Tin monoxide is a stack of layers: a flat sheet of oxygen with tin atoms alternately above and below it, then a gap before the next layer's tin. The square edge *a* lies in the layer and sets both in-plane directions, while *c* runs across layer and gap. Each entry of the table is the free energy change, in meV an atom, from the cell that LDA prefers, with *a* = 3.7669 Å and *c* = 4.655 Å. The atoms keep their relative positions in the cell, so a longer *c* stretches layer and gap in the same proportion. Going down the table the cell grows taller, and going to the right it grows wider.

Free energy changes of SnO (P4/nmm, a = b) relative to the relaxed cell, with fractional atomic coordinates held fixed. Calculated with Ansatz 0.2.0 using scalar-relativistic, non-spin-polarized LDA without dispersion correction, PAW, a plane-wave cutoff of 520 eV, a 10×10×8 k mesh and Gaussian smearing of 0.15 eV.

| lattice c (Å) | free energy change at lattice a 3.5032 angstrom (meV an atom) | free energy change at lattice a 3.5911 angstrom (meV an atom) | free energy change at lattice a 3.679 angstrom (meV an atom) | free energy change at lattice a 3.7669 angstrom (meV an atom) | free energy change at lattice a 3.8548 angstrom (meV an atom) | free energy change at lattice a 3.9427 angstrom (meV an atom) | free energy change at lattice a 4.0306 angstrom (meV an atom) |
| --- | --- | --- | --- | --- | --- | --- | --- |
| 4.097 | 479.7 | 302.0 | 180.0 | 105.3 | 69.9 | 67.0 | 90.6 |
| 4.283 | 338.1 | 192.5 | 97.5 | 45.5 | 29.7 | 43.7 | 82.2 |
| 4.469 | 233.8 | 115.3 | 43.5 | 11.1 | 11.7 | 39.9 | 90.6 |
| 4.655 | 163.9 | 68.1 | 15.9 | 0.0 | 14.5 | 54.4 | 115.1 |
| 4.841 | 125.5 | 48.8 | 12.7 | 10.5 | 36.6 | 86.0 | 154.7 |
| 5.028 | 115.5 | 54.7 | 32.1 | 41.1 | 76.5 | 133.6 | 208.5 |
| 5.214 | 130.8 | 83.5 | 72.0 | 90.2 | 132.9 | 195.9 | 275.5 |

### Top row: which width does a flattened cell prefer?

The first row holds a cell flattened by about 12 percent. At the resting *a* this costs 105.3 meV an atom, but the lowest entry of the row, 67.0, stands two columns to the right, in a wider cell. At the left end, where the cell is narrow as well as flat, the cost climbs to 479.7.

The Sn–O bonds make this plausible. Flattening pushes the tin atoms towards the oxygen sheet and shortens the bonds, and widening the cell pulls the same bonds out again. It also gives back some of the lost volume. Narrowing the cell shortens bonds that are already too short.

### Down to *c* = 4.469 Å: which digits count?

In the next two rows the lowest entry moves back towards the resting width. At *c* = 4.469 Å the two lowest entries, 11.1 and 11.7, are neighbours, so the best width lies between their columns. Their difference is small but real on this energy surface. The slopes of the energy from the same calculation, joined by a smooth curve along the row and integrated from one entry to the other, reproduce it to about 0.1 meV an atom. That shows the surface is smooth and consistent, not that it is converged: the gap closes in part of every row, and there the 0.15 eV smearing and the k mesh can be expected to affect the last digits.

Set against a real crystal, the same digits mean much less. A rough, recalled value for the measured *c* is 4.8 Å, almost a full row below the zero of this map. At the resting *a*, one row costs 10.5 meV an atom. Entries of that size therefore describe where a cell stands relative to the LDA minimum, and they don't rank real samples.

### The row at *c* = 4.655 Å: why is *a* dearer to change than *c*?

Two columns to the right of the zero, *a* has grown by 0.176 Å and the cost is 54.4 meV an atom. One row below the zero, *c* has grown by a similar length, 0.186 Å, for only 10.5. The ratio is about five, and for shortening by the same steps it is about six.

One likely reason is how the bond lies in the cell. From oxygen to tin, a bond runs about 1.9 Å sideways, half of *a*, and rises only about 1.1 Å, a quarter of *c*. It therefore feels a change of width more than a change of height. Either change reaches all four bonds of each tin atom, but the longer *a* stretches each of them by 0.076 Å, the longer *c* by 0.024 Å.

That is a factor of three in length, and the energy of a spring grows with the square, which would make *a* about ten times as costly. The map shows only five or six. Something besides the bond length must resist, and it must make up a larger share of the cost along *c* than along *a*. The contacts across the gap and the bond angles are natural candidates, which this ratio alone can't tell apart. Nor does it single out the bond: because *a* sets both in-plane directions, the longer *a* adds almost 10 percent to the volume and the longer *c* only 4, and the square of that ratio is close to six as well.

The two ends of this row also differ: the narrowest cell costs 163.9 meV an atom, the widest 115.1. Repulsion between electron shells rises steeply as atoms approach, whereas a stretched bond weakens as it lengthens. Along the column at the resting *a* the same imbalance is milder, 105.3 against 90.2, as suits an edge that changes the bond less.

### The three rows around the zero: can one formula hold both edges?

Let *x* count columns to the right of the zero and *y* count rows below it. Close to a minimum, the energy *E* takes the form

*E* = ½*Ax*² + ½*Cy*² + *Bxy*

Here *A* is the stiffness against a change of width, *C* the stiffness against a change of height, and *B* the coupling between them. The eight entries around the zero are enough to find all three.

Adding the neighbours on opposite sides of the zero cancels the imbalance between squeezing and stretching and leaves the stiffness. The coupling is the mean of the four diagonal neighbours, with a minus sign for those where one edge grows and the other shrinks. In meV an atom:

- *A* = 15.9 + 14.5 = 30.4
- *C* = 11.1 + 10.5 = 21.6
- *B* = (43.5 + 36.6 − 12.7 − 11.7)/4 = 13.9

The coupling is positive, so changing both edges in the same sense costs extra and changing them in opposite senses earns a rebate. If the width is held at *x*, the energy is lowest where *Cy* + *Bx* = 0, which gives *y* = −*Bx*/*C*. Putting this back into the formula shows that the adjustment saves a share *B*²/(*AC*) of the cost of changing the width alone.

### Down to *c* = 5.028 Å: what does the height do when the width is forced?

These two rows contain the lowest entries of the narrow cells. The two columns just left of the resting width have theirs at *c* = 4.841 Å, and the narrowest cell has its own at 5.028 Å, two rows below the zero. The widest cell mirrors this, with its lowest entry two rows above the zero. For three columns the formula gives 3 × 13.9/21.6 = 1.9 rows, although the outermost columns played no part in finding its constants.

The predicted saving is 13.9²/(30.4 × 21.6), or about 30 percent. In the narrowest cell the cost falls from 163.9 to 115.5 meV an atom, which is 30 percent, and in the widest cell the saving is 29 percent. The same share should be saved when the width adjusts to a forced height, but there the formula does worse: the lowest entries of the top and bottom rows save 36 and 20 percent.

The cost itself is predicted less well. The formula gives ½ × 30.4 × 3² = 137 meV an atom for either outermost width at the resting height. That is 17 percent too low for the narrowest cell and 19 percent too high for the widest, because the formula treats squeezing and stretching alike.

Why is the saving only 30 percent? If the Sn–O bond were the only spring, a small change of width could be undone completely by a change of height, and the saving would be total. Adding the tin–tin contacts across the gap would be expected to leave most of that saving, since they too lengthen with both edges. A resistance that opposite changes strain most, such as the bond angles, fits a small saving better. In the narrowest cell the bond is squeezed from 2.204 to 2.092 Å at the resting height, and the taller cell brings it back only to 2.144 Å, about halfway. The loss of volume is also roughly halved. Both kinds of relief come together, so the map can't say which one drives the adjustment, but it does show that the cell stops well before either is complete.

A thin film can be in just this position. If its layers lie flat on a substrate, the substrate can fix their width while the height stays free. In this map such a film follows one column of the table to its lowest entry, and it becomes thinner when stretched in the plane. Free tin atoms would change that response by an amount the map can't give. Nor does the map tell when a strained film turns metallic: the gap closes on part of it, but LDA makes gaps too small.

### Last row: may the two costs be added?

At the right end of the last row both edges are at their longest. The separate costs add up to 115.1 + 90.2 = 205.3 meV an atom, while the entry is 275.5. At the left end, where the cell is tall but narrow, the entry is 123 meV an atom below the corresponding sum. Adding the separate costs is thus wrong in both directions, and the entry lies above or below the sum as the coupling term *Bxy* is positive or negative.

The formula puts the size of this error at 3 × 3 × 13.9 = 125 meV an atom in every corner of the table. For the two corners with opposite changes it is right to within 4 percent. Where both edges change in the same sense it fails: the true excess is 210 when both are shortest and only 70 when both are longest.

The reason is that the coupling itself isn't constant. Any square of four neighbouring entries gives its local value. Where both edges are shortest it is 479.7 + 192.5 − 302.0 − 338.1 = 32.1 meV an atom, and where both are longest only 4.7. This fits bonds and contacts that stiffen when squeezed and weaken when stretched, without saying which of them matter most.

The excess or rebate in a corner adds up these local values over all the squares between the corner and the zero. If both edges shrink, the coupling grows along the way, and if both lengthen, it fades. With opposite changes, stronger and weaker coupling nearly balance, so the value found near the minimum still serves.

### The whole table: what would change if the atoms could move?

The zero would stay, since it belongs to a cell whose atoms are already relaxed. Every other entry could only fall or stay as it is, because freedom to move never raises the lowest energy. As long as the crystal keeps its symmetry, the only freedom is the height of the tin atoms above and below the oxygen sheet.

That one freedom acts on both stiffnesses. When *c* grows, the tin atoms could stay close to their sheet and let the soft gap take up most of the change, so the cost of changing *c* is overstated here. When *a* grows, they could move towards the sheet and restore the bond length themselves, a task that in this map falls to *c* alone.

How much would the height of the cell still respond to its width once the tin atoms can do part of that work? Both the coupling and the stiffness along *c* would change, and the response depends on their ratio, so these entries can't settle it. The eight cells around the zero, computed again with free atoms, would decide it through the same sums for *B* and *C*.
